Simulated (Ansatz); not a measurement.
A series in volume scale on V

Plane-wave DFT, scalar-relativistic PAW made under PBE with cores redone for the functional, no dispersion; the given relaxed cell is scaled uniformly, energy at zero smearing counts from the unscaled cell, pressure at the given Fermi-Dirac smearing is positive in compression. The results are calculated, by Ansatz 0.2.0.

The cell before it is scaled or strained (space group Pm-3m, No. 221):
```
CELL_PARAMETERS angstrom
2.38080 0.00000 0.00000
0.00000 2.38080 0.00000
0.00000 0.00000 2.38080
ATOMIC_POSITIONS crystal
V 0.00000 0.00000 0.00000
```

Settings of every row: spin polarised no; functional LDA; wave cutoff 420 eV; smearing width 0.1 eV; k mesh 15x15x15.

Atom starting moment: 0 on all atoms.

Limits: the cell comes from a prototype or a list of computed structures and needn't be the stable phase.

| row | volume scale | V (Å³/atom) | energy change per atom (meV) | pressure (GPa) |
| --- | --- | --- | --- | --- |
| 1 | 0.88 | 11.875 | 123.47 | 27.02 |
| 2 | 0.92 | 12.415 | 52.45 | 16.53 |
| 3 | 0.96 | 12.955 | 13.15 | 7.9 |
| 4 | 1.04 | 14.035 | 8.5 | -5.14 |
| 5 | 1.08 | 14.574 | 34.99 | -10.05 |
| 6 | 1.12 | 15.114 | ? | ? |

Question: what energy change per atom and pressure should row 6 give?

Worked fit of energy change per atom. Take u = (V_r/V)^(2/3) − 1 with V_r = 12.955 Å³ an atom, which is twice the finite (Eulerian) strain; such expansions in the strain, on which the Birch-Murnaghan equation of state is built, carry the rest volume and the bulk modulus. The shown rows have u = 0.05975, 0.02879, 0, -0.05198, -0.0755. Least squares give energy change per atom = 13.128 + 904.92 × u + 15792.3 × u² meV; a straight line predicts inner rows, each left out in turn, worse (root mean square 32 against 0.3 meV). The rows lie off it by -0.11, 0.18, 0.02, -0.26, 0.16 (root mean square 0.17 meV). Its lowest point lies at u = -0.0287, or V = 13.53 Å³ an atom, and the curvature there gives the bulk modulus at fixed shape and fractions, B = (4/9)(1 + u)² E″(u)/V = 157 GPa. The withheld row has u = -0.09766, so the fit gives 13.128 + 904.92 × (-0.09766) + 15792.3 × (-0.09766)² = 75.37 meV.

The calculation gave 76.46 meV. The fit lies 1.09 meV (1.4 % of the value, 0.95 % of the column's range) below it; its largest miss of a shown row is 0.26 meV. This row lies beyond the range of the fit.

Worked fit of pressure. Take u = (V_r/V)^(2/3) − 1 with V_r = 12.955 Å³ an atom, which is twice the finite (Eulerian) strain; such expansions in the strain, on which the Birch-Murnaghan equation of state is built, carry the rest volume and the bulk modulus. The shown rows have u = 0.05975, 0.02879, 0, -0.05198, -0.0755. Least squares give pressure = 7.902 + 283.33 × u + 608.2 × u² GPa; a straight line predicts inner rows, each left out in turn, worse (root mean square 1.3 against 0.05 GPa). The rows lie off it by 0.02, -0.03, 0.00, 0.04, -0.03. The pressure vanishes at u = -0.0298, or V = 13.56 Å³ an atom, and there the bulk modulus at fixed shape and fractions is B = −V dP/dV = (2/3)(1 + u) dP/du = 160 GPa. The withheld row has u = -0.09766, so the fit gives 7.902 + 283.33 × (-0.09766) + 608.2 × (-0.09766)² = -13.97 GPa.

The calculation gave -14.12 GPa. The fit lies 0.15 GPa (1.1 % of the value, 0.36 % of the column's range) above it; its largest miss of a shown row is 0.04 GPa. This row lies beyond the range of the fit.
